**Q:** I have the computed density of states of cubic TaSnO₃, and I understand it up to about 3 eV above the Fermi level. Higher up, a new set of states starts weakly and climbs. Will it go on climbing through the last three rows?

Density of states of cubic perovskite TaSnO3 (a = 4.068 Å), computed with Ansatz 0.2.0: PBEsol, scalar-relativistic plane-wave PAW, no spin polarisation, 420 eV cutoff, 10×10×10 k mesh, Gaussian smearing of 0.1 eV. Densities use tetrahedra on a 15×15×15 k mesh, averaged over 0.2 eV bins; shell parts are Löwdin projections summed over sites. Energies count from the Fermi level.

```tsv
energy (eV)	density of states total (states/eV/cell)	DOS O 2p (states/eV/cell)	DOS Ta 5d (states/eV/cell)	DOS Sn 5p (states/eV/cell)	DOS Sn 5s (states/eV/cell)	DOS O 2s (states/eV/cell)
-7.95	2.62	1.68	0.6	0.13	0.06	0.0300
-7.55	2.49	1.66	0.52	0.18	0.01	0.0300
-7.15	2.97	2.07	0.51	0.23	0.02	0.0400
-6.75	3.45	2.48	0.49	0.29	0.04	0.0400
-6.35	4.72	3.49	0.57	0.34	0.11	0.0600
-5.95	2.24	1.72	0.24	0.09	0.1	0.0300
-5.55	2.78	2.14	0.28	0.13	0.15	0.0300
-5.15	2.90	2.25	0.24	0.13	0.21	0.0300
-4.75	4.16	3.51	0.24	0.1	0.23	0.0300
-4.35	5.42	4.97	0.1	0.09	0.17	0.0100
-3.95	3.66	2.92	0.09	0.06	0.54	0.0100
-3.55	2.29	1.7	0.04	0.04	0.48	0.0100
-3.15	0.47	0.29	0.01	0.01	0.15	0.0000
-2.75	0	0	0	0	0	0.0000
-2.35	0	0	0	0	0	0.0000
-1.95	0	0	0	0	0	0.0000
-1.55	0	0	0	0	0	0.0000
-1.15	0	0	0	0	0	0.0000
-0.75	0.09	0	0.06	0.02	0	0.0000
-0.35	1.20	0.08	0.85	0.22	0	0.0300
0.05	2.55	0.26	1.14	0.98	0.03	0.1000
0.45	2.28	0.34	0.92	0.88	0.02	0.0800
0.85	2.70	0.46	1.17	0.97	0.01	0.0500
1.25	5.00	0.97	1.86	1.98	0.02	0.0800
1.65	3.46	0.76	1.28	1.27	0.02	0.0500
2.05	3.72	0.65	1.26	1.69	0.01	0.0300
2.45	5.05	0.94	1.28	2.67	0.02	0.0300
2.85	3.68	0.74	1.24	1.58	0.02	0.0100
3.25	0.54	0.18	0.23	0.11	0	0.0000
3.65	0.50	0.01	0.37	0.01	0	0.0900
4.05	0.86	0.04	0.61	0.02	0	0.1400
4.45	1.52	0.1	1.01	0.03	0	0.2500
4.85	?	?	?	?	?	?
5.25	?	?	?	?	?	?
5.65	?	?	?	?	?	?
```

**A:** We should first find out which orbitals make these states, because that tells us how many there can be. The column "density of states total" counts the states in one cell per electronvolt, both spin directions included. The other columns say how much of that density belongs to a shell such as Ta 5d or O 2p. Energies count from the Fermi level, up to which the states are filled.

**Q:** There is an empty stretch from −2.75 to −1.15 eV. Is this an insulator?

**A:** No, the gap lies below the Fermi level, and the states at the Fermi level make the material a metal in this calculation. Filling the O 2s, O 2p and Sn 5s shells uses up all but one of the valence electrons in the cell. That last electron must go above the gap. Adding up the density from the gap to the Fermi level gives 0.9 electrons, close enough for a sum over coarse steps.

**Q:** And that electron sits on tantalum?

**A:** Mostly on tantalum, but tin has a part in it. At −0.35 eV Ta 5d clearly leads, while at 0.05 eV Sn 5p is nearly as large. This holds for the cubic, non-magnetic state that was computed, without spin-orbit coupling. That coupling, a magnetic state, or tin atoms shifted off their central sites could change the picture near the Fermi level.

**Q:** How do you know that something new begins near 3.5 eV?

**A:** By counting. The six oxygen neighbours of tantalum split its five d orbitals into two groups. Three of them, called t2g, point between the oxygen atoms, and two, called eg, point straight at them. The t2g orbitals hold six electrons per cell, and the three Sn 5p orbitals hold another six. The rows from the gap up to 3.25 eV hold 12.1 states, so both sets are used up there.

What comes next should be the eg pair. Its orbitals meet the oxygen orbitals head-on, and this pushes their antibonding states to higher energy. In the three known rows from 3.65 eV upward, Ta 5d makes up 69 % of the density and tin almost none, as this assignment requires.

**Q:** If these orbitals point at oxygen, I would look for a lot of O 2p. At 3.65 eV there is practically none, yet there is O 2s. Why?

**A:** The phases of the orbitals decide that. Picture a wave that repeats identically in every cell, which physicists call a state at the zone centre. The oxygen atoms to the left and right of a tantalum atom are then exact copies of each other. A p orbital has a positive and a negative lobe, so one copy turns its positive lobe towards tantalum and the other its negative lobe. The eg orbital has the same sign on both sides, and the two contributions cancel.

An s orbital has one sign all round, so its two contributions add up. This is why O 2s can mix in where O 2p is shut out. When the wave changes phase from cell to cell, the cancellation becomes incomplete and O 2p enters. The known rows show just this: the O 2p share of the total grows from 2 % to 5 % and then 7 %.

**Q:** So you take the bottom of the band to be at the zone centre?

**A:** As a working assumption, since a density of states doesn't tell which wave has which energy. The shares don't single out the zone centre: for an eg orbital whose lobes lie in one plane, the head-on cancellation also holds when the phase changes only perpendicular to that plane. The same symmetry rule applies to the t2g states, and in the lower set of bands the O 2p share does grow from the bottom upward, though the density at −0.75 eV is too small for its rounded zero to say much.

**Q:** Then let us have the forecast. The total has tripled over three rows. Why not extend the line?

**A:** Because two eg orbitals hold only four states per cell. Mixing with oxygen changes what the states are made of, but not how many there are. A straight line would reach 3.0 states/eV/cell at 5.65 eV and would soon use up the supply. The band has to turn over, unless higher bands, for instance from Ta 6s, add states of their own.

To say where it turns, I need a shape. If each eg orbital interacts only with its nearest neighbours on a cubic lattice, the density is symmetric about the middle of the band. The simplest symmetric shape is a triangle that rises, peaks in the middle and falls again. It is a counting device, and real bands have more structure.

**Q:** Please work it through for one row.

**A:** Take 4.85 eV. A least-squares line through the three known rows from 3.65 eV has the slope

$$s=\frac{1.52-0.50}{4.45-3.65}=1.275$$

in states/eV/cell per eV, and it starts from zero at 3.30 eV. If $w$ is the distance from this onset to the peak, the peak height is $sw$ and the area of the triangle is $sw^2$. Setting the area to four states gives

$$w=\sqrt{4/1.275}=1.77\ \text{eV}.$$

The peak therefore lies near 5.07 eV. The row at 4.85 eV is still on the rising side, 1.55 eV above the onset, and its predicted density is $1.275\times1.55\approx2.0$ states/eV/cell. The other two rows lie past the peak and follow from the falling side.

**Q:** How far do you trust that?

**A:** Less with each row. My forecasts for the total are 2.0 ± 0.5 at 4.85 eV, 2.0 ± 0.75 at 5.25 eV and 1.5 ± 1.0 at 5.65 eV, in states/eV/cell. The ranges are my judgement, as three points can't supply a statistical error for the shape of a band. The climb should end, with no steady rise through all three rows. Two things could spoil the numbers: higher bands could join in, or the band could be wide and level off early.

**Q:** And the oxygen?

**A:** There I expect the O 2p share to keep growing, because the waves move further from the zone centre. A least-squares line through the same three rows gives 0.09 ± 0.04, 0.11 ± 0.06 and 0.14 ± 0.08 of the total, again with ranges set by judgement. Ta 5d should stay the largest of the listed shells.

**Q:** Let us look.

The withheld rows as computed:

```tsv
energy (eV)	density of states total (states/eV/cell)	DOS O 2p (states/eV/cell)	DOS Ta 5d (states/eV/cell)	DOS Sn 5p (states/eV/cell)	DOS Sn 5s (states/eV/cell)	DOS O 2s (states/eV/cell)
4.85	0.82	0.09	0.53	0.02	0	0.1200
5.25	0.67	0.09	0.42	0.01	0	0.0900
5.65	0.76	0.12	0.46	0.02	0	0.0900
```

**Q:** The total is nowhere near 2.0 at 4.85 eV.

**A:** No, it is 0.82, so the forecast is too high by more than a factor of two and well outside its range. At 5.25 eV the miss is larger still, with 0.67 computed against 2.0. The last row, 0.76 against 1.5, falls within its range, but a range from 0.5 to 2.5 is easily hit. The climb did end, only sooner and far more abruptly than the triangle allowed.

**Q:** Was the count of four states wrong?

**A:** The count can stand; the mistake was to think that it fixes the shape. With each row standing for 0.4 eV, the three new rows add $0.4\times(0.82+0.67+0.76)=0.90$ states to the 1.15 found before. That makes about two, half of what the eg pair can hold; the count is rough, since only every second bin is listed and the peak is sharp. If the assignment is right, the other half lies higher up.

We can estimate how much higher. At the average density of the new rows, 0.75 states/eV/cell, the remaining two states need between 2 and 3 eV more. The band would then be about 5 eV wide, where my triangle closed after 3.5 eV. I had read the steep rise as the flank of a narrow band, but it looks more like an early peak in a wide one.

**Q:** Why would a wide band have a peak near its lower edge?

**A:** A possible reason is the direction in which the orbitals point. Consider an eg orbital whose lobes lie in one plane, say along $y$ and $z$. It bonds head-on with oxygen along these two directions but hardly at all along $x$. If the wave changes its phase along $x$, its energy barely moves.

A whole family of waves then shares nearly the same energy, and the density of states is high there. Changes of phase along $y$ or $z$ do shift the energy strongly, which spreads the other states over a wide range. Such accumulations are known as van Hove features. With nearest neighbours alone, though, this flat stretch lies at the very bottom of the band and is expected to give a step there rather than a peak, while the computed peak lies about 1 eV higher. The same model is expected to give a hump about a third of the way up, where the lower eg band levels off again for waves that change phase along two axes. The computed peak, roughly a fifth to a quarter of the way up the estimated width, could be that hump, or the flat stretch tilted by weaker couplings. Either is only a guess. A plot of the band energies would tell.

**Q:** Then the assumption of a symmetric band failed too?

**A:** Not necessarily. A band can be symmetric and still have two humps with a lower stretch between them, and the nearest-neighbour model I appealed to is itself expected to look like that, starting with a step rather than from zero. Mixing with O 2s and O 2p would also skew it. What failed is my choice of a single peak in the middle. Whether a second hump follows at higher energy can't be decided from these rows.

**Q:** The oxygen forecast did better, though it came from the same three rows.

**A:** It did. The computed O 2p shares are 0.11, 0.13 and 0.16, each about 0.02 above the forecast and well within its range. The share kept growing while the total fell by almost half between 4.45 and 4.85 eV; the O 2p density itself hardly changed there, from 0.1 to 0.09, and it was the other shells that fell away. Ta 5d also stays the largest of the listed shells in all three new rows, as forecast.

**Q:** Why should the share be easier to predict than the total?

**A:** They answer different questions. The share tells what a typical state at a given energy is made of, and this changes gradually as the phase between cells changes. The total tells how many states crowd into that energy, and this can jump wherever a band runs flat. The smooth growth of O 2p agrees with the symmetry argument, though other causes could also give a smooth rise.

**Q:** What should I take from this when I look at a similar oxide?

**A:** Use the orbital count to learn how many states a band must hold, and the symmetry to judge which oxygen orbitals enter at its edge. In a cubic perovskite whose d band starts at the zone centre, O 2p is absent at the bottom and grows from there. For the positions of peaks you need the band energies themselves. Three rising points near an edge don't tell a narrow band from a wide one with an early peak.
